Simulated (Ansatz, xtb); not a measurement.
## C2H6Sn: which of two conformers lies lower

Structure I is `C[CH2][SnH]`, a singlet and structure II is `C[CH2][SnH]`, a singlet. Both are isolated molecules in the gas phase, relaxed with PBE-D3(BJ)/def2-SVP.

I (Å):

```xyz
9

C     1.5318    0.0512   -0.2761
C     0.5038   -1.0388    0.0306
Sn   -1.3218   -0.4572    1.1859
H     0.9647   -1.9122    0.5404
H     1.0733    0.9016   -0.8210
H     0.0665   -1.4480   -0.9131
H     1.9810    0.4694    0.6493
H     2.3755   -0.3275   -0.8951
H    -1.3260    1.1925    0.4430
```

II (Å):

```yaml
atoms:
  - { symbol: C, position_ang: [-0.2103, 0.1672, 0.8417] }
  - { symbol: C, position_ang: [0.4268, -1.2011, 0.6037] }
  - { symbol: Sn, position_ang: [2.5867, -1.3930, 1.1503] }
  - { symbol: H, position_ang: [-1.2827, 0.1935, 0.5481] }
  - { symbol: H, position_ang: [0.2995, 0.9682, 0.2657] }
  - { symbol: H, position_ang: [-0.1631, 0.4667, 1.9101] }
  - { symbol: H, position_ang: [0.3602, -1.5122, -0.4641] }
  - { symbol: H, position_ang: [-0.0970, -2.0087, 1.1648] }
  - { symbol: H, position_ang: [2.5944, -3.1239, 0.6289] }
```

Energies in hartree; the thermal terms are from PBE-D3(BJ)/def2-SVP harmonic frequencies (ideal gas, rigid rotor, one conformer each, 400 K, 1 atm) and include the zero-point energy:

|  | I | II |
| --- | --- | --- |
| E, CCSD(T)/def2-TZVP | −293.275756 | −293.276294 |
| zero-point energy | 0.066798 | 0.066717 |
| H(400 K) − E | 0.076823 | 0.076731 |
| G(400 K) − E | 0.024088 | 0.024342 |

Task: Work out ΔE, ΔE₀, ΔH and ΔG for I → II in kcal/mol (1 Eh = 627.51 kcal/mol) and the equilibrium ratio [II]/[I].

Result: 1. ΔE = −293.276294 − (−293.275756) = −0.000538 Eh = −0.34 kcal/mol.
2. ΔE₀ = ΔE + ΔZPE = −0.000538 + (−0.000081) Eh = −0.39 kcal/mol.
3. ΔH = ΔE + (−0.000092) Eh = −0.40 kcal/mol.
4. ΔG = ΔE + (+0.000254) Eh = −0.18 kcal/mol, so ΔS = (ΔH − ΔG)/T = −2.3 J/(mol K).
5. kT = 1.2667 mEh, so K = [II]/[I] = exp(−ΔG/kT) = exp(+0.22) ≈ 1.3.

The two are too close for this level to say which is favoured. An error of 1 kcal/mol in ΔG would change K by a factor of 3.5. Mirror images and further conformers aren't counted.

Other levels gave ΔE = −0.3 (PBE-D3(BJ)/def2-SVP); −0.5 (HF/def2-TZVP); −0.3 (MP2/def2-TZVP) kcal/mol. The correlated steps freeze 6 core orbitals; the filled d shell of Sn is correlated, in a basis made for valence electrons. Atoms past krypton carry core potentials in the def2 sets, without spin–orbit terms. Programs: Ansatz 0.2.0.

Both structures are ethylstannylene and differ by rotation about the Sn–C bond: II has the Sn–H bond anti to C–C, while I is skewed towards syn. The slight electronic preference for II already appears at Hartree–Fock, so electron correlation is not needed to produce it. The near-degeneracy is reasonable for a divalent tin centre. The lone pair is largely 5s and has little directional demand, the bonds use mainly 5p character, and the long Sn–C bond keeps the ethyl group's methyl end clear of Sn–H. Donation from C–H bonds into the empty tin 5p orbital is possible in both rotamers, whereas the C–C bond can contribute only in I, because in II it lies in the nodal plane of that orbital.

Entropy favours I and offsets part of II's energetic advantage, probably through a softer torsion. Symmetry matters more for the populations: I is chiral and II is effectively mirror-symmetric, so counting both enantiomers doubles the weight of I and turns the nominal preference for II into one for I. The height of the rotational barrier, and hence the interconversion rate, remains undetermined.
